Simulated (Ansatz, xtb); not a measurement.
C6H5NOSi: which of two isomers lies lower

We compare a, `N#CC1=CC(C=O)=C[SiH2]1`, a singlet, with b, `N#CC1=CC=C(C=O)[SiH2]1`, a singlet. Both are isolated molecules in the gas phase, relaxed with PBE-D3(BJ)/def2-SVP; each stands in its lowest conformer found.

a (Å):

```xyz
14

C     1.8589    0.4975    1.6850
C     0.9243    0.1837    0.6682
C     0.2242   -0.9915    0.5699
C    -0.7037   -1.1129   -0.5732
C    -1.4998   -2.3588   -0.7488
C    -0.7847   -0.0476   -1.4315
N     2.6439    0.8103    2.5045
O    -1.4377   -3.3127    0.0064
Si    0.3986    1.2761   -0.7988
H     0.3125   -1.8304    1.2785
H    -2.1793   -2.3540   -1.6522
H    -1.4532   -0.0607   -2.3066
H    -0.2822    2.5470   -0.3793
H     1.5245    1.5840   -1.7434
```

b (Å):

```yaml
atoms:
  - { symbol: C, position_ang: [1.3509, -0.3657, 2.4136] }
  - { symbol: C, position_ang: [0.6538, -0.4676, 1.1879] }
  - { symbol: C, position_ang: [-0.1501, -1.5287, 0.8297] }
  - { symbol: C, position_ang: [-0.7873, -1.4494, -0.4842] }
  - { symbol: C, position_ang: [-0.5296, -0.3315, -1.2392] }
  - { symbol: C, position_ang: [-1.0767, -0.0789, -2.5737] }
  - { symbol: N, position_ang: [1.9504, -0.2345, 3.4191] }
  - { symbol: O, position_ang: [-0.8305, 0.9275, -3.2260] }
  - { symbol: Si, position_ang: [0.6320, 0.7868, -0.2568] }
  - { symbol: H, position_ang: [-0.3147, -2.3985, 1.4863] }
  - { symbol: H, position_ang: [-1.4440, -2.2662, -0.8333] }
  - { symbol: H, position_ang: [-1.7578, -0.8878, -2.9787] }
  - { symbol: H, position_ang: [0.0403, 2.1021, 0.1506] }
  - { symbol: H, position_ang: [1.9903, 0.9677, -0.8638] }
```

Quicker runs give these differences E(b) − E(a): GFN2-xTB −4.32 kcal/mol; HF/STO-3G +0.89 kcal/mol (at GFN2-xTB geometries); r2SCAN-D4/def2-SVP −2.36 kcal/mol (at GFN2-xTB geometries).

Which of the two would you expect CCSD(T)/def2-SVP + ΔMP2/def2-TZVPP electronic energies to favour?

Too close to call at this level: CCSD(T)/def2-SVP + ΔMP2/def2-TZVPP gives E(b) − E(a) = −0.47 kcal/mol.

How the difference moves with the method:

```csv
level,geometry,E(b) − E(a) (kcal/mol),departure from the last row (kcal/mol),"job, with rough time for the two"
GFN2-xTB,GFN2-xTB,−4.32,−3.84,"optimisation, 0.17 s"
HF/STO-3G,GFN2-xTB,+0.89,+1.36,"single point, 0.46 s"
r2SCAN-D4/def2-SVP,GFN2-xTB,−2.36,−1.88,"single point, 4.5 s"
PBE-D3(BJ)/def2-SVP,PBE-D3(BJ)/def2-SVP,−2.46,−1.99,"optimisation, 18 s"
HF/def2-SVP,PBE-D3(BJ)/def2-SVP,+0.03,+0.50,part of the CCSD(T) run
MP2/def2-SVP,PBE-D3(BJ)/def2-SVP,−1.56,−1.08,part of the CCSD(T) run
CCSD(T)/def2-SVP,PBE-D3(BJ)/def2-SVP,−0.70,−0.22,single point
CCSD(T)/def2-SVP + ΔMP2/def2-TZVPP,PBE-D3(BJ)/def2-SVP,−0.47,,"single point, 1.9 min"
```

As drawn, both hold the same kinds of bond in the same numbers.

The largest departure from CCSD(T)/def2-SVP + ΔMP2/def2-TZVPP is that of GFN2-xTB, 3.84 kcal/mol. The last row adds to CCSD(T) the change of the MP2 difference between the two basis sets, here +0.22 kcal/mol.

With thermal terms from frequencies at re-optimised GFN2-xTB minima (ideal gas, soft modes damped towards free rotors, one conformer each, 298.15 K, 1 atm): the zero-point term adds +0.04 kcal/mol; ΔH is −0.38 and ΔG −0.48 kcal/mol.

The correlated steps freeze 13 core orbitals. Codes used: Ansatz 0.2.0, xtb 6.7.1; the last row on 4 threads of Arm Neoverse V2 on a shared host.

The two ring positions open to the formyl group are nearly equivalent in energy, and the slight lean towards b comes almost entirely from electron correlation: Hartree–Fock in the same basis puts the pair level at +0.03 kcal/mol. In b both acceptors sit at the ends of the diene, so the π path runs from nitrile to carbonyl through the whole butadiene unit. In a the formyl group is on an inner carbon and is cross-conjugated with the nitrile-bearing double bond. Correlation usually favours the more extended π system, which probably explains the shift towards b. MP2 exaggerates it, and the coupled-cluster treatment takes back part of the gain. The preference stays small probably because two acceptors on one diene compete for the same π density, offsetting much of the benefit of longer conjugation. PBE and r2SCAN lean further towards b, as expected of semilocal functionals, which tend to overstabilise delocalised π systems. Because the polar groups are oriented differently in the two isomers, a solvent could reverse so small a gap.
